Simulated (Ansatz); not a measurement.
# Al: energy above lowest point against volume scale

Free energy against uniform scaling of the volume at fixed shape and fractions; periodic cell, basis, potentials, k mesh and filling as listed. The results are calculated, by Ansatz 0.2.0.

The cell before it is scaled or strained (space group Fm-3m, No. 225):
```
cell vectors (Å)
   0.0000     2.0248     2.0248
   2.0248     0.0000     2.0248
   2.0248     2.0248     0.0000
atoms (fractions of the cell vectors)
Al  0.00000  0.00000  0.00000
```

Settings of every row: functional PBE; dispersion none; potentials PAW; wave cutoff 500 eV; density cutoff 2000 eV; k mesh 12x12x12; k shift 0x0x0; occupations methfessel paxton; smearing width 0.15 eV; spin none.

Limits: coarse k mesh, up to 40 meV an atom off.

```csv
row,volume scale,V (Å³/atom),energy above lowest point (meV/atom)
1,0.88,14.61,68.1
2,0.92,15.274,27.3
3,0.96,15.939,5.7
4,1,16.603,0
5,1.04,17.267,?
6,1.08,17.931,25.3
7,1.12,18.595,51.7
```

Question: what energy above lowest point should row 5 give?

Worked fit of energy above lowest point. Take u = (V_r/V)^(2/3) − 1 with V_r = 16.271 Å³ an atom, which is twice the finite (Eulerian) strain; such expansions in the strain, on which the Birch-Murnaghan equation of state is built, carry the rest volume and the bulk modulus. The shown rows have u = 0.07442, 0.04306, 0.01384, -0.01338, -0.06271, -0.08516. Least squares give energy above lowest point = 1.11 + 203.2 × u + 9369 × u² meV/atom; a straight line predicts inner rows, each left out in turn, worse (root mean square 24 against 0.1 meV/atom). The rows lie off it by 0.0, 0.1, 0.0, -0.1, 0.1, -0.1. Its lowest point lies at u = -0.0108, or V = 16.54 Å³ an atom, and the curvature there gives the bulk modulus at fixed shape and fractions, B = (4/9)(1 + u)² E″(u)/V = 78.9 GPa. The withheld row has u = -0.03883, so the fit gives 1.11 + 203.2 × (-0.03883) + 9369 × (-0.03883)² = 7.3 meV/atom.

The calculation gave 7.4 meV/atom. The fit lies 0.1 meV/atom (1.4 % of the value, 0.15 % of the column's range) below it, one unit of the last digit.
